The levels below belong to lead dioxide in the rutile structure, computed with a gradient-corrected functional and without spin-orbit coupling. Energies count from the highest valence level on the mesh, which lies at a point not listed here. "Level under 1" is the highest valence level at a point and "level over 1" the next one up; a, b and c are the columns point a, point b and point c, and Γ is the point (0, 0, 0).

GPAW 26.7.0, PBE with PAW data sets (gpaw-data 1.2.1) and plane waves up to 800 eV, for PbO2 (P4_2/mnm, 6 atoms) at the given geometry, without spin polarisation or spin-orbit coupling. The k mesh is 6×6×8, with Fermi-Dirac smearing of 0.05 eV. Levels are counted from the valence top on this mesh.

```tsv
point a (reciprocal cell vector)	point b (reciprocal cell vector)	point c (reciprocal cell vector)	level point (row)	level under 4 (eV)	level under 3 (eV)	level under 2 (eV)	level under 1 (eV)	level over 1 (eV)	level over 2 (eV)
0.0000	0.0000	0.0000	1	-0.576	-0.576	-0.572	-0.572	0.099	4.323
0.0000	0.0000	0.2500	2	-1.760	-0.535	-0.535	-0.275	1.785	4.559
0.0000	0.0000	0.3750	3	-1.470	-0.663	-0.663	-0.662	2.973	4.362
0.0000	0.0000	0.5000	4	-1.084	-1.084	-0.758	-0.758	3.818	3.818
0.1667	-0.1667	0.0000	5	-0.603	-0.589	-0.555	-0.087	0.588	3.916
0.3333	-0.3333	0.0000	6	-0.626	-0.617	-0.504	-0.365	2.204	3.203
0.5000	0.5000	0.0000	7	-0.630	-0.630	-0.460	-0.460	2.895	2.895
```

*Where in this table is the step from the valence levels to the next level smallest, and which side of the gap decides that?* It is smallest at Γ and at (1/6, −1/6, 0), about 0.67 eV at both, and it grows to 4.58 eV at (0, 0, 1/2). Away from Γ the upper side decides. Between (1/6, −1/6, 0) and (1/2, 1/2, 0), level over 1 climbs by 2.3 eV, while level under 1 moves by less than 0.4 eV.

The upper level climbs because of the way lead 6s orbitals meet oxygen 2p orbitals. Each oxygen has three lead neighbours around it, nearly in a triangle. If all lead s orbitals have the same sign, as in the lower s-like state at Γ, their overlaps with an oxygen p orbital largely cancel. Away from Γ the signs differ from one lead atom to the next, the cancellation fails, and the antibonding mixture of s and p is pushed up.

*Why do the two levels over the gap coincide at (0, 0, 1/2) and at (1/2, 1/2, 0)?* The cell holds two lead atoms, one at the corner and one at the centre, so there are two s-like bands. They separate according to whether the centre atom is in phase or out of phase with its eight corner neighbours. The sum over those neighbours is proportional to $\cos(\pi a)\cos(\pi b)\cos(\pi c)$. At both points a cosine is zero, the centre atom no longer distinguishes the two signs, and the levels must meet.

*Level under 1 rises towards Γ and then seems to drop there. Does the band really turn down?* The columns sort levels by energy, so a band that crosses another one changes column. To follow a band one has to use its shape. Along c the oxygen levels fold into two branches just as the s-like ones do:

$$E_\pm(c)=m_0+m_2\cos(2\pi c)\pm A\cos(\pi c).$$

The term with $A$ couples units half a cell apart along c, and the term with $m_2$ couples those a full cell apart. At $c=1/4$ the branches are level under 1 and level under 4; the two equal levels between them form a separate pair.

At $c=1/4$ the term with $m_2$ vanishes, so $m_0$ is the mean of −0.275 and −1.760 eV, or −1.018 eV. Half their distance, 0.743 eV, divided by $\cos(\pi/4)$ gives $A=1.05$ eV. At $c=1/2$ the branches meet at −1.084 eV, which makes $m_2$ 0.067 eV.

The upper branch should therefore reach Γ at $-1.018+0.067+1.05\approx0.10$ eV. Γ took no part in this estimate, and the table has a level there at 0.099 eV, in the column level over 1. The point $c=3/8$ gives almost the same $A$, which supports the choice of branches. A second continuation, in the plane through the last three rows, arrives at 0.096 eV, though its three constants are fixed by three values and leave no misfit to judge.

So the oxygen band does not turn down. It continues upwards and changes column, because at Γ it lies above a level that elsewhere lies over it. This assignment rests on the continuity of the energies, not on computed orbital characters.

*Where, then, is the lead s-like band at Γ?* If the level at 0.099 eV is oxygen's, the lower s-like level can lie no higher than −0.572 eV, the top of the remaining valence levels. The two bands have exchanged their order. In the usual order an s-like conduction band stands above a filled oxygen band; here its bottom has dipped into the oxygen levels.

One simple picture speaks against this. The cosine product, with one constant fitted to the half splitting of the upper pair in the six rows outside Γ, would put the lower s-like level at about +0.2 eV, close to the level found at 0.099 eV. With the exchanged order, the value of the model is too high by at least 0.77 eV. The model treats the s-like band as if its coupling were the same at every energy, and near Γ this is doubtful.

Two limits show why. Let an s and a p level lie a distance $\Delta$ apart, with a coupling $V$ that grows in proportion to the distance from Γ. The upper level is pushed up by $\sqrt{(\Delta/2)^2+V^2}-\Delta/2$. For large $\Delta$ this push starts as a gentle parabola, as a cosine does; for small $\Delta$ it is nearly linear. Close s and p levels thus give a band that falls towards Γ more steeply than a cosine, a reasonable but untested cause of the failure.

The same calculation offers a further test. Its smallest vertical gap on the whole mesh is 0.143 eV, so at that point the upper level lies at most 0.143 eV above zero. If the s-like band had its bottom at 0.099 eV, a rough parabola would already put it at 0.34 eV at (1/6, 0, 0) and at 0.52 eV at (0, 0, 1/8), the nearest mesh points along these axes. At the point of the smallest vertical gap the upper level is lower than either value, which favours a deeper and steeper s-like band.

*Is the gap of 0.099 eV, found on the mesh, a real gap?* Probably not, even within this level of theory. The oxygen formula gives 0.002 eV at (0, 0, 1/8), practically the energy of the valence top. The two edges of the reported gap then most likely belong to one and the same oxygen band, seen at two neighbouring mesh points. Their distance measures how far that band rises over one mesh step, not a forbidden range of energy.

Between these two points the oxygen band and the s-like band must exchange places. In rutile oxides the top oxygen band usually consists of p orbitals that stand perpendicular to the plane of the three metal neighbours. A mirror plane reverses their sign but leaves the s-like state unchanged, so on the fourfold axis the two cannot mix. If that holds here, the bands cross and the gap closes between the mesh points; levels on a finer mesh along c would show it.

*What would change with another functional, or with tin in place of lead?* Both changes act on the height of the s-like band relative to oxygen 2p. Functionals of the present kind place it too low, and a hybrid functional, which mixes in exact exchange, raises it and can restore the usual order with a small gap. Tin should act in the same direction, and probably more strongly. Relativity pulls the 6s orbital of lead down much more than the 5s orbital of tin. This is a main reason why lead dioxide lacks the wide gap that lets tin dioxide serve as a transparent contact.

*Which digits can be trusted?* The coincidences at (0, 0, 1/2) and (1/2, 1/2, 0) are exact, since symmetry enforces them. The climb of the s-like band by several electronvolts is also safe as a trend. The 4 meV between the two pairs of valence levels at Γ should carry no interpretation.

The gap itself deserves the least trust, down to its existence. The smearing width of 0.05 eV is half its size, and it leaves the lowest level over the gap about 41 % filled. The cell is under a pressure of about 4 GPa, and spin-orbit coupling, left out here, could open a small gap where bands cross. A difference of a tenth of an electronvolt between two mesh points cannot decide whether this solid is a semiconductor or a semimetal.

The output that follows lists both continuations of the oxygen band and the fit to the upper pair.

Numerical output:

```
Gap at each point and upper pair:
     row  vertical gap eV  half splitting of upper pair eV  cosine product
     0.0            0.671                            2.112               1
     0.0             2.06                            1.387          0.7071
     0.0            3.635                           0.6945          0.3827
     0.0            4.576                                0       6.123e-17
  0.1667            0.675                            1.664          0.7499
  0.3333            2.569                           0.4995          0.2501
     0.5            3.355                                0       3.749e-33
Oxygen branch amplitude from row 2, eV: 1.05
Oxygen branch amplitude from row 3, eV: 1.056
Middle of the branches in row 3 less model, eV: -0.001477
Oxygen band continued to Gamma along c, eV: 0.1019
Oxygen band continued to Gamma in the plane, eV: 0.096
Oxygen band continued to the unlisted point c 1/8, eV: 0.002255
Continuation along c less highest valence level at Gamma, eV: 0.6739
fit of half_s on 6 rows (level_point > 1): coefficient of phase 2.06 +/- 0.066; rms 0.0684, worst 0.1667 -0.119, leave-one-out rms 0.108
  rows outside the fit (model, value, miss): 0.0 2.06, 2.112, -0.0518
Lower s-like level at Gamma by the cosine model, eV: 0.2025
Cosine model less highest valence level at Gamma, eV: 0.7745
Usual order, parabola, level over the gap at c 1/8, eV: 0.5205
Usual order, parabola, level over the gap at (1/6,0,0), eV: 0.3435
Filling of the lowest level over the gap, percent: 41.15
Emptying of the highest valence level, percent: 16.4
```
